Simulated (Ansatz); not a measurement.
# How methods differ on AlNH3 (SMILES [NH2][AlH])

AlNH3: 5 atoms, total charge 0, spin state doublet. SMILES: `[NH2][AlH]`. Geometry: relaxed at PBE0-D4/def2-TZVP. This is one conformer, not always the lowest.

Quantity: the vertical ionisation energy (to the singlet cation), in eV. The values are calculated.

```csv
level,kind,program,value (eV),less FCI/STO-3G,CPU time (all runs)
UHF/STO-3G,Hartree–Fock,Ansatz,4.10,+0.61,0.26 s
U-r2SCAN/STO-3G,meta-GGA,Ansatz,4.45,+0.96,5.9 s
UBHLYP/STO-3G,global hybrid,Ansatz,4.47,+0.98,2.5 s
U-wB97M-V/STO-3G,range-separated hybrid,Ansatz,4.23,+0.74,30 s
UHSE06/STO-3G,range-separated hybrid,Ansatz,4.41,+0.92,3.3 s
UB2PLYP/STO-3G,double hybrid,Ansatz,4.13,+0.64,3.1 s
UCCSD(T)/STO-3G,coupled cluster or CI,Ansatz,3.50,+0.01,0.77 s
UCCSDT(Q)/STO-3G,coupled cluster or CI,Ansatz,3.49,0.00,1.2 s
FCI/STO-3G,exact in the basis,Ansatz,3.49,0.00,3.3 s
```

FCI/STO-3G is exact within its basis and frozen core, so for wave-function methods in that basis the difference is their error; functionals converge differently with the basis, so for them it is only a difference. The values span 3.49 to 4.47 eV. All rows use very small basis sets, so even the best lies far from the true value. Times are those of the runs behind each value, whatever else they computed, on shared processors of several kinds: orders of magnitude only.

Ionisation mainly removes the unpaired electron from an Al 3s/3p hybrid, taking formally Al(II) to closed-shell Al(III). UHF gives 4.10 eV against the exact in-basis 3.49 eV, so correlation stabilises the cation more than the neutral radical. This reverses the usual expectation that the species with more electrons gains more. The vacated aluminium orbital probably explains it: in so small a virtual space, it opens pair excitations that are blocked while it is singly occupied. CCSD(T) recovers nearly the whole effect, which suggests that neither state has strong multireference character.

The functionals all lie above FCI, but not in order of exact exchange: r2SCAN, with none, and BHLYP, with a large share, nearly coincide at 4.45 and 4.47 eV. The exact in-basis value is also implausibly low for an aluminium-centred radical, falling well below the ionisation energy of the free atom. The likely cause is that the rigid minimal basis describes the neutral's diffuse outer electron worse than the compact cation. The higher functional values are therefore no evidence of a better description of the ionisation.
